\section{Diffusion-controlled coarsening: the cubic law and the scaled size distribution}

Late in precipitation the matrix is nearly exhausted of excess solute, and the remaining driving force is interfacial energy. Small particles are in equilibrium with a richer matrix than large ones, so solute diffuses from small to large: the mean radius grows and the number density falls at almost constant volume fraction. The asymptotic theory of Lifshitz and Slyozov (1961) and Wagner (1961), called LSW, gives the rate of this process and the shape of the size distribution.

\subsection{Premises and notation}

The alloy is binary, A--B, and $x$ is the mole fraction of solute B. The Gibbs energies $G_\alpha(x)$ of the matrix and $G_\beta(x)$ of the precipitate are per mole of atoms, primes on them denote $d/dx$, $x_\alpha$ and $x_\beta$ are the compositions in equilibrium across a flat interface, and $\Delta x=x_\beta-x_\alpha>0$. The alloy composition is $x_0$, the mean matrix composition $\bar x(t)$, and the supersaturation $s=\bar x-x_\alpha$. The number of particles per unit volume with radius in $dR$ is $f(R,t)\,dR$, $N=\int f\,dR$, and $R_g$ is the gas constant.
\begin{enumerate}
\item[P1.] Particles are fixed spheres with a constant isotropic interfacial energy $\gamma$. No elastic energy depends on size or on neighbours.
\item[P2.] Both phases are incompressible and have the same volume $V$ per mole of atoms.
\item[P3.] The interface is in local equilibrium, so diffusion in the matrix controls the rate.
\item[P4.] The interdiffusion coefficient $D$ is constant and the diffusion field is quasi-steady.
\item[P5.] The volume fraction $\phi$ tends to zero, so each particle sees $\bar x$ far away.
\item[P6.] The system is closed, without nucleation or coalescence; $s\ll x_0-x_\alpha$, and $s$ is small enough for $G_\alpha''$ to be constant.
\item[P7.] The initial distribution has a finite third moment and a tail with no sharp upper end, and the rate parameter $\nu$ defined below tends to a limit.
\end{enumerate}

\subsection{Gibbs--Thomson condition}

A sphere of radius $R$ is under the excess pressure $2\gamma/R$, which raises $G_\beta$ by $2\gamma V/R$. Equality of both chemical potentials is the common-tangent condition between $G_\alpha$ at $x_R$ and the raised curve at $x_{\beta R}$:
\begin{equation}
G_\beta(x_{\beta R})+\frac{2\gamma V}{R}=G_\alpha(x_R)+(x_{\beta R}-x_R)\,G_\alpha'(x_R),\qquad G_\beta'(x_{\beta R})=G_\alpha'(x_R).
\label{eq:tangent}
\end{equation}
Expand the first equation to first order about the flat-interface solution. A shift $\delta x_\beta$ adds $G_\beta'\delta x_\beta$ on the left and $G_\alpha'\delta x_\beta$ on the right; these cancel because the slopes are equal (for a line compound $\delta x_\beta=0$). The derivative of the right side with respect to $x_R$ is $G_\alpha'-G_\alpha'+\Delta x\,G_\alpha''$. Hence
\begin{equation}
x_R=x_\alpha+\frac{\ell}{R},\qquad \ell=\frac{2\gamma V}{G_\alpha''\,\Delta x},
\label{eq:GT}
\end{equation}
with $G_\alpha''$ taken at $x_\alpha$. The particle in equilibrium with the mean field, $x_R=\bar x$, has the critical radius $R^*=\ell/s$.

\subsection{Growth law of one particle}

By P4 and P5 the matrix composition obeys $\nabla^2x=0$ with $x(R)=x_R$ and $x(\infty)=\bar x$. The spherical solution and its gradient at the interface are
\begin{equation}
x(r)=\bar x-(\bar x-x_R)\frac{R}{r},\qquad \left.\frac{\partial x}{\partial r}\right|_R=\frac{\bar x-x_R}{R}.
\end{equation}
An advance $dR$ converts $dR/V$ moles of atoms per unit area from matrix to precipitate composition. This needs $\Delta x\,dR/V$ moles of solute, up to relative corrections of order $s/\Delta x$, and the inward flux $(D/V)\,\partial x/\partial r$ supplies it. With $\bar x-x_R=\ell(1/R^*-1/R)$,
\begin{equation}
\frac{dR}{dt}=\frac{A}{R^2}\left(\frac{R}{R^*}-1\right),\qquad A=\frac{D\ell}{\Delta x}=\frac{2\gamma VD}{G_\alpha''\,\Delta x^2}.
\label{eq:growth}
\end{equation}
Particles above $R^*$ grow; those below shrink, and vanish in a finite time.

\subsection{Continuity and solute balance}

Without nucleation or coalescence, particles move along the $R$ axis and leave only at $R=0$:
\begin{equation}
\frac{\partial f}{\partial t}+\frac{\partial}{\partial R}\bigl(f\dot R\bigr)=0 .
\label{eq:cont}
\end{equation}
Conservation of solute, $x_0=(1-\phi)\bar x+\phi x_\beta$, closes the problem:
\begin{equation}
\phi=\frac{4\pi}{3}\int_0^\infty R^3f\,dR=\frac{x_0-x_\alpha-s}{\Delta x-s}\;\longrightarrow\;\phi_e=\frac{x_0-x_\alpha}{\Delta x}\quad(s\to0).
\label{eq:mass}
\end{equation}
As $R^*$ grows, $s=\ell/R^*$ vanishes and the third moment of $f$ must tend to a finite non-zero constant. This requirement fixes the rate.

\subsection{Scaled variables}

Let $u=R/R^*(t)$ and $\tau=\ln[R^{*3}(t)/R^{*3}(0)]$, which serves as time while $R^*$ increases. Then $\dot u=\dot R/R^*-u\dot R^*/R^*$ and $\dot\tau=3\dot R^*/R^*$. Dividing, with $\dot R=A(u-1)/(R^{*2}u^2)$,
\begin{equation}
\frac{du}{d\tau}=v(u)=\frac13\left[\nu\,\frac{u-1}{u^2}-u\right]=-\frac{P(u)}{3u^2},\qquad P(u)=u^3-\nu u+\nu,
\label{eq:v}
\end{equation}
\begin{equation}
\nu=\frac{A}{R^{*2}\dot R^*}=\frac{3A}{d(R^{*3})/dt}.
\label{eq:nu}
\end{equation}
Any constant $\nu$ gives a cubic law; its value remains to be found. With $F(u,\tau)\,du=f\,dR$, particles are still lost only at the origin, so
\begin{equation}
\frac{\partial F}{\partial\tau}+\frac{\partial (Fv)}{\partial u}=0,\qquad \phi=\frac{4\pi}{3}R^{*3}(0)\,e^{\tau}\int_0^\infty u^3F\,du .
\label{eq:scaled}
\end{equation}

\subsection{Selection of $\nu$: the double root}

Fixed points of Eq.~(\ref{eq:v}) satisfy $\nu=u^3/(u-1)$ and need $u>1$. The logarithmic derivative $3/u-1/(u-1)$ vanishes at $u=3/2$, where $u^3/(u-1)$ has its minimum $27/4$. Three cases follow for the limit of $\nu$.

\emph{(a) Limit below $27/4$.} There is no fixed point and $v<0$ everywhere. At large $u$, $v\simeq-u/3$, so $u$ falls as $e^{-\tau/3}$, and from values of order one it reaches zero within a finite interval of $\tau$. The actual radius obeys $d\ln R/d\tau=v/u+1/3=\nu(u-1)/3u^3$, whose positive part has a bounded integral along such a path. A particle therefore grows by at most a fixed factor, and it is gone once $R^*$ exceeds a fixed multiple of its initial radius. The surviving volume is bounded by a constant times the third moment of the initial tail beyond a radius proportional to $R^*$. That tends to zero by P7, against Eq.~(\ref{eq:mass}).

\emph{(b) Limit above $27/4$.} Now $P(3/2)=27/8-\nu/2<0$, so there are two fixed points $u_1<3/2<u_2$, with $v>0$ between them and $v<0$ outside. Every particle above $u_1$, and by P7 there are some, is drawn to $u_2$ and never dissolves. A fixed number of particles with $R\propto R^*$ holds a volume proportional to $e^\tau$, which again violates Eq.~(\ref{eq:mass}).

\emph{(c) Limit equal to $27/4$.} Only this remains. It is the double-root condition $P=0$, $dP/du=0$: the second equation gives $\nu=3u^2$, the first then $u^3=3u^2(u-1)$, so $u=3/2$, $\nu=27/4$, and
\begin{equation}
v(u)=-\frac{(u-\tfrac32)^2(u+3)}{3u^2}.
\label{eq:vLSW}
\end{equation}
If $\nu$ were exactly $27/4$ at finite $\tau$, particles above $3/2$ would pile up there as in case (b); they must leak through slowly. Put $\nu=27/4-\delta$ and $y=u-3/2$, so that $dy/d\tau\simeq-\frac23y^2-\frac{2}{27}\delta$. For $\delta=a/\tau^2$ and $z=\tau y$,
\begin{equation}
\frac{dz}{d\ln\tau}=z-\frac23z^2-\frac{2}{27}a .
\end{equation}
The right side has real zeros, which trap particles, when $a<81/16$. Passage requires $a\ge81/16$, so that $\delta/\nu$ is no smaller than $3/(4\tau^2)$. The limit is approached from below, and only as an inverse power of $\ln t$.

\subsection{The scaled distribution}

Seek a stationary shape, $F=N(\tau)g(u)$ with $\int g\,du=1$, and write $M_n=\int u^ng\,du$. Constancy of $\phi$ in Eq.~(\ref{eq:scaled}) requires $N=N(0)e^{-\tau}$, and continuity becomes
\begin{equation}
\frac{d(gv)}{du}=g .
\label{eq:ode}
\end{equation}
Define $H=-gv\ge0$. Then $dH/du=-g$, and since $H$ vanishes beyond the largest particle, $H(u)$ is the fraction of particles larger than $u$, with $H(0)=1$. Since also $g=-H/v$, one has $d\ln H/du=1/v$, or $H=e^{-\Psi}$ with $\Psi(u)=\int_0^u du'/|v|$, the scaled time left before a particle at $u$ dissolves. The partial fractions are
\begin{equation}
\frac{1}{|v|}=\frac{3u^2}{(u-\frac32)^2(u+3)}=\frac{4/3}{u+3}+\frac{5/3}{u-\frac32}+\frac{3/2}{(u-\frac32)^2}.
\end{equation}
The first coefficient is $3u^2/(u-\frac32)^2$ at $u=-3$, the third is $3u^2/(u+3)$ at $u=\frac32$, and the first two sum to 3 because $1/|v|\to3/u$ at large $u$. Integrating from 0 to $u<\frac32$, and using $\frac32/(\frac32-u)-1=u/(\frac32-u)$,
\begin{equation}
\Psi=\frac43\ln\frac{3+u}{3}+\frac53\ln\frac{\frac32-u}{\frac32}+\frac{u}{\frac32-u}.
\end{equation}
Now $g=e^{-\Psi}/|v|$, and $1/|v|=\frac49u^2\,[3/(3+u)]\,[\frac32/(\frac32-u)]^2$, so
\begin{equation}
g(u)=\frac49u^2\left(\frac{3}{3+u}\right)^{7/3}\left(\frac{3/2}{3/2-u}\right)^{11/3}\exp\left(-\frac{u}{3/2-u}\right),\qquad u<\frac32 .
\label{eq:g}
\end{equation}
For $u>3/2$ the solution of Eq.~(\ref{eq:ode}) carries the factor $\exp[u/(u-\frac32)]$, which is not integrable at $3/2$; its amplitude is zero and $g=0$ there. Normalisation holds because $\int g\,du=H(0)-H(\frac32)=1$. At small $u$, $g\propto u^2$ balances $|v|\propto u^{-2}$, which leaves the finite loss rate $dN/d\tau=-N$.

\emph{Mean radius.} Multiply Eq.~(\ref{eq:ode}) by $u^3$ and integrate by parts. The boundary term $u^3gv$ vanishes at both ends, and $3u^2v=\nu(u-1)-u^3$:
\begin{equation}
M_3=-\int 3u^2v\,g\,du=-\nu(M_1-1)+M_3\quad\Rightarrow\quad M_1=1 .
\end{equation}
The mean radius $\bar R$ equals $R^*$. This is the statement $\dot\phi=4\pi AN(\bar R/R^*-1)=0$, which follows from Eqs.~(\ref{eq:growth})--(\ref{eq:mass}): what the shrinking particles release, the growing ones absorb. Quadrature gives $M_2=1.046$, a standard deviation $(M_2-1)^{1/2}=0.215$, and $M_3=1.130$. The maximum of $g$ lies at $u=1.13$, and $H(1)=0.575$ is the fraction growing at any instant. Since $v<0$ below $3/2$, each of these is later overtaken by $R^*$ and dissolves.

\subsection{Rate laws}

Equation~(\ref{eq:nu}) with $\nu=27/4$ gives $d(R^{*3})/dt=4A/9$. With $\bar R=R^*$,
\begin{equation}
\bar R^{\,3}(t)-\bar R_0^{\,3}=Kt,\qquad K=\frac49A=\frac{8\gamma VD}{9\,G_\alpha''\,(x_\beta-x_\alpha)^2}.
\label{eq:LSW}
\end{equation}
Here $\bar R^3$ is the cube of the mean radius; the mean of the cube is $M_3\bar R^3$. The constant $\bar R_0$ is the true initial mean radius only if the distribution already has the form (\ref{eq:g}) at $t=0$; otherwise it is an effective intercept. The other observables are
\begin{equation}
N=\frac{3\phi_e}{4\pi M_3\bar R^3}\to\frac{3\phi_e}{4\pi M_3Kt},\qquad s=\frac{\ell}{\bar R}\to\frac{\ell}{(Kt)^{1/3}} .
\label{eq:Ns}
\end{equation}
To this order $K$ does not depend on $x_0$. In a dilute matrix the solute obeys Henry's law and the solvent Raoult's law, $G_\alpha''\simeq R_gT/[x_\alpha(1-x_\alpha)]$, and $D$ is the impurity diffusion coefficient, so $K\propto\gamma Dx_\alpha/T$.

\subsection{Range of validity}

\emph{Linearisation.} For a line compound in a dilute matrix, the right side of Eq.~(\ref{eq:tangent}) is $(1-x_\beta)\mu_A+x_\beta\mu_B$, which varies as $x_\beta R_gT\ln x_R$ when $x_R\ll x_\beta$. Thus $x_R=x_\alpha e^{\lambda/R}$ with $\lambda=2\gamma V/(x_\beta R_gT)\simeq\ell/x_\alpha$. Expanding $e^{\lambda/R^*}-e^{\lambda/R}$ to second order multiplies Eq.~(\ref{eq:growth}) by $1+\frac\lambda2(1/R^*+1/R)$. The linear theory underestimates the rate by a fraction of about $\lambda/\bar R$ and needs $\bar R\gg\lambda$.

\emph{Volume fraction.} The other particles act as a continuum of sinks of strength $4\pi DR$ each, so $\nabla^2x=\kappa^2(x-\bar x)$ with $\kappa^2=4\pi N\bar R$. The solution $x-\bar x\propto e^{-\kappa r}/r$ multiplies the interface gradient by $1+\kappa R=1+bu$, where Eq.~(\ref{eq:Ns}) gives $b=\kappa R^*=(3\phi_e/M_3)^{1/2}$ to leading order, constant in time. The selected $\nu$ is now the minimum of $u^3/[(u-1)(1+bu)]$. To first order in $b$ this is evaluated at the unshifted minimum, $\nu=\frac{27}4(1-\frac32b)$, so $d(R^{*3})/dt$ rises by the fraction $3b/2$. The cubic law survives in this mean field, with a correction of order $\phi^{1/2}$.

\emph{Late stage and quasi-steady field.} The premise $\phi\simeq\phi_e$ needs $s\ll x_0-x_\alpha$ and the end of nucleation. The local field relaxes in a time $R^2/D$, shorter than $R/|\dot R|$ by a factor of order $s/\Delta x$; the mean field needs $t\gg1/(D\kappa^2)$.

\emph{Interface control.} If attachment has a finite rate constant $k$ (m\,s$^{-1}$), the resistances $R/D$ and $1/k$ add, and P3 needs $\bar R\gg D/k$. Short-circuit diffusion along dislocations or grain boundaries is excluded by P4.

\emph{Unequal volumes.} If lattice sites are conserved and $V_\beta\ne V_\alpha$, then $\ell$ contains $V_\beta$ and $\dot R$ gains a factor $V_\beta/V_\alpha$, so $V\to V_\beta^2/V_\alpha$ in $K$.

\emph{Coherency strain.} Take a sphere with linear misfit $\varepsilon$ in an isotropic medium of uniform bulk modulus $B$ and shear modulus $\mu$. The displacement is $cr$ inside and $cR^3/r^2$ outside, and the energy per particle volume is $\frac92B(c-\varepsilon)^2+6\mu c^2$. Its minimum over $c$ is $w=18B\mu\varepsilon^2/(3B+4\mu)$, independent of $R$. It shifts the solvus by the factor $\exp[wV/(x_\beta R_gT)]$ and leaves the form of Eq.~(\ref{eq:GT}) unchanged, with $x_\alpha$ read as the coherent solvus. The outer field is pure shear, so misfitting spheres do not interact. Elastic anisotropy and modulus mismatch remove this simplicity, and their effects grow with $wR/\gamma$. Loss of coherency changes both $\gamma$ and $x_\alpha$.

\emph{Selection.} If the initial distribution ends sharply, case (b) is not excluded: Eq.~(\ref{eq:ode}) then has normalisable solutions with $\nu>27/4$ that end at $u_1$ and coarsen more slowly. Any process that carries particles past $u_1$, such as coalescence or local fluctuations of the mean field, removes them by the argument of case (b). Because the approach is logarithmic, a distribution observed over a few units of $\tau$ may retain its initial shape.

\subsection{Illustration: Al$_3$Sc in Al--0.2 at.\% Sc at 673 K}

Here $x_0=2.0\times10^{-3}$ and $x_\beta=0.25$. The inputs are typical approximate values: $\gamma=0.20$ J\,m$^{-2}$, coherent solubility $x_\alpha=1.0\times10^{-4}$, $D=D_0e^{-Q/R_gT}$ with $D_0=5.31\times10^{-4}$ m$^2$\,s$^{-1}$ and $Q=173$ kJ\,mol$^{-1}$, and an Al lattice parameter $a=0.405$ nm at 293 K. Four atoms per cell give $N_Aa^3/4=1.00\times10^{-5}$ m$^3$\,mol$^{-1}$. The measured linear expansion coefficient $23.1\times10^{-6}$ K$^{-1}$ (293 K, compiled in Kaye and Laby Online, NPL), held constant over 380 K, gives $V=1.03\times10^{-5}$ m$^3$\,mol$^{-1}$. Three figures are carried for the arithmetic only. With $R_gT=5.60\times10^3$ J\,mol$^{-1}$ and $\Delta x=0.2499$,
\begin{align}
D&=1.99\times10^{-17}\ \mathrm{m^2\,s^{-1}}, & G_\alpha''&=5.60\times10^{7}\ \mathrm{J\,mol^{-1}},\nonumber\\
\ell&=2.94\times10^{-13}\ \mathrm{m}, & A&=2.34\times10^{-29}\ \mathrm{m^3\,s^{-1}},\nonumber\\
K&=1.04\times10^{-29}\ \mathrm{m^3\,s^{-1}}, & \phi_e&=0.0076 .
\end{align}
Assume that the scaled distribution is established at $t=0$ with $\bar R_0=8.0$ nm. Equations~(\ref{eq:LSW}) and (\ref{eq:Ns}) give the model values
\begin{center}
\begin{tabular}{cccc}
\hline
$t$ (h) & $\bar R$ (nm) & $N$ ($10^{21}$ m$^{-3}$) & $s/x_\alpha=\lambda/\bar R$\\
\hline
0 & 8.0 & 3.1 & 0.37\\
10 & 9.6 & 1.8 & 0.31\\
30 & 12 & 0.98 & 0.25\\
100 & 16 & 0.38 & 0.18\\
\hline
\end{tabular}
\end{center}
Some premises hold well. Initially $s/(x_0-x_\alpha)=0.02$ and $s/\Delta x=1.5\times10^{-4}$. With $b=0.14$, the time $1/(D\kappa^2)=\bar R^2/(b^2D)$ at 100 h is $7\times10^2$ s, against $t=3.6\times10^5$ s.

Others are marginal. The length $\lambda$ is 2.9 nm, and the last column shows that linearisation underestimates the rate by a fraction between roughly 0.37 and 0.18. Screening adds $3b/2=0.21$. A typical misfit $\varepsilon\approx0.011$ at this temperature gives $(V_\beta/V_\alpha)^2=(1+\varepsilon)^6=1.07$. All three act upwards; a rate higher by half throughout would give 18 nm at 100 h.

For the strain energy, the measured room-temperature constants of Al compiled by Blaschke, $C_{11}=106.75$, $C_{12}=60.41$ and $C_{44}=28.34$ GPa, give $B=(C_{11}+2C_{12})/3=75.9$ GPa, the Voigt average $\mu=(C_{11}-C_{12}+3C_{44})/5=26.3$ GPa and the anisotropy ratio $2C_{44}/(C_{11}-C_{12})=1.22$. Then $w=1.3\times10^7$ J\,m$^{-3}$ for a particle with the moduli of the matrix, somewhat less at 673 K where Al is softer. The exponent $wV/(x_\beta R_gT)=0.10$ lies within the uncertainty of $x_\alpha$. The length $\gamma/w=15$ nm is reached late in the table, but only the modest anisotropy and the modulus mismatch act on that scale. The cut-off $\frac32\bar R=24$ nm at 100 h exceeds the radius of about 20 nm near which these particles typically begin to lose coherency, so the model should not be extended to longer times. Over the whole table $\tau$ advances by only 2.1, too little to impose Eq.~(\ref{eq:g}) on a distribution that did not start near it.

The inputs limit the result more than these corrections do. Typical values of $\gamma$ for this interface span roughly 0.1 to 0.2 J\,m$^{-2}$, and many are themselves extracted from coarsening data through Eq.~(\ref{eq:LSW}), so the calculation is no test of the theory. Halving $\gamma Dx_\alpha$ lowers the radius at 100 h to 13 nm. The model's result is $K\approx1\times10^{-29}$ m$^3$\,s$^{-1}$, uncertain by a factor of two or more, and a mean radius that doubles from 8 nm to about 16 nm in 100 h.